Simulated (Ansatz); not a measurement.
Strength of the B–As bond: BH3(AsH3) → AsH3 + BH3

Species: BH3(AsH3), singlet; AsH3 (arsine) `[AsH3]`, singlet; BH3 (borane) `B`, singlet. 

Shapes, held fixed at every level: PBE0-D4/def2-TZVP. Programs: Ansatz 0.2.0. The zero-point and thermal change to 298 K, harmonic and unscaled (PBE0-D4/def2-TZVP), is -10.0 kJ/mol.

| level | kind | ΔH(298 K) (kJ/mol) | less CCSD(T)/def2-TZVPP |
| --- | --- | --- | --- |
| HF/def2-TZVPP | Hartree–Fock | +12.8 | -56.4 |
| PBE0-D4/def2-TZVPP | global hybrid | +89.8 | +20.6 |
| wB97X-V/def2-TZVPP | range-separated hybrid | +72.1 | +2.9 |
| MP2/def2-TZVPP | perturbation theory | +78.5 | +9.3 |
| CCSD(T)/def2-SVP | coupled cluster or CI | +59.1 | -10.1 |
| CCSD/def2-TZVPP | coupled cluster or CI | +61.6 | -7.6 |
| CCSD(T)/def2-TZVPP | coupled cluster or CI | +69.2 | 0.0 |

The highest level, CCSD(T)/def2-TZVPP, gives ΔH(298 K) = +69.2 kJ/mol; the levels span +12.8 to +89.8. Both fragments are taken as closed shells, so no electrons are unpaired. The column of differences is taken from that level and isn't an error. No measured value is set beside it here. Relativity is left out for As. Outer-core shells of As are correlated in most correlated rows, in sets that cover them unevenly.

Breaking the adduct into arsine and borane is endothermic at every level, with +69.2 kJ/mol at the highest, which fits a modest dative bond. Arsenic donates its lone pair into the empty p orbital of boron, but in arsine that pair has strong s character and is diffuse, so it is a poorer donor than the lone pair of ammonia. Borane must also give up its planar shape to accept it.

Hartree–Fock recovers only +12.8 kJ/mol, so most of the computed bond enthalpy comes from electron correlation, probably because mean-field theory underestimates both the donor–acceptor charge transfer and the attraction between the newly paired fragments. Triple excitations still matter, since CCSD falls 7.6 kJ/mol short, while MP2 overshoots. The rise from the smaller to the larger basis in CCSD(T) is of similar size, so the last few kJ/mol shouldn't be taken as settled. A positive enthalpy alone doesn't show that the adduct persists at room temperature, because entropy favours the separated fragments.
